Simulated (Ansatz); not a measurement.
## TaAl₃: pressure against volume scale

Results calculated with Ansatz 0.2.0, not measured. Free energy against uniform scaling of the volume at fixed shape and fractions; periodic cell, basis, potentials, k mesh and filling as listed.

The cell before it is scaled or strained (space group I4/mmm, No. 139):
```
cell vectors (Å)
  -1.9206     1.9206     4.2701
   1.9206    -1.9206     4.2701
   1.9206     1.9206    -4.2701
atoms (fractions of the cell vectors)
Ta  0.50000  0.50000  0.00000
Al  0.00000  0.00000  0.00000
Al  0.75000  0.25000  0.50000
Al  0.25000  0.75000  0.50000
```

Settings of every row: functional PBEsol; dispersion none; potentials PAW; wave cutoff 320 eV; density cutoff 1280 eV; k mesh 8x8x8; k shift 0x0x0; occupations fermi dirac; smearing width 0.1 eV; spin none; SCF threshold exponent -9.

Limits: coarse k mesh, up to 40 meV an atom off; cutoff under the advised one; stress loosely converged; no spin-orbit coupling, which can matter with elements this heavy.

```
row  volume scale  V (Å³/atom)  pressure (GPa)  energy above lowest point (meV/atom)
  1          0.92       14.491           11.91                                  38.1
  2        0.9467       14.912             6.9                                  13.8
  3        0.9733       15.331            2.54                                   1.4
  4             1       15.751               ?                                     ?
  5        1.0267       16.172           -4.61                                   7.8
  6        1.0533       16.591           -7.51                                  23.8
  7          1.08       17.011          -10.04                                  46.8
```

Question: what pressure should row 4 give?

Worked fit of pressure. Take u = (V_r/V)^(2/3) − 1 with V_r = 15.752 Å³ an atom, which is twice the finite (Eulerian) strain; such expansions in the strain, on which the Birch-Murnaghan equation of state is built, carry the rest volume and the bulk modulus. The shown rows have u = 0.0572, 0.03721, 0.01822, -0.01739, -0.034, -0.04997. Least squares give pressure = −1.282 + 200.35 × u + 514.6 × u² + 258 × u³ GPa; a parabola predicts inner rows, each left out in turn, worse (root mean square 0.014 against 0.0026 GPa). All shown rows lie on it to the printed digit. The pressure vanishes at u = 0.0063, or V = 15.6 Å³ an atom, and there the bulk modulus at fixed shape and fractions is B = −V dP/dV = (2/3)(1 + u) dP/du = 139 GPa. Letting shape and atoms relax would as a rule lower it, by much in layered, chain or molecular crystals. The withheld row has u = 4e-05, so the fit gives −1.282 + 200.35 × (4e-05) + 514.6 × (4e-05)² + 258 × (4e-05)³ = -1.27 GPa.

The calculation gave -1.28 GPa. The fit lies 0.01 GPa (0.046 % of the column's range) above it, one unit of the last digit.

The other values of row 4: energy above lowest point 0 meV/atom.
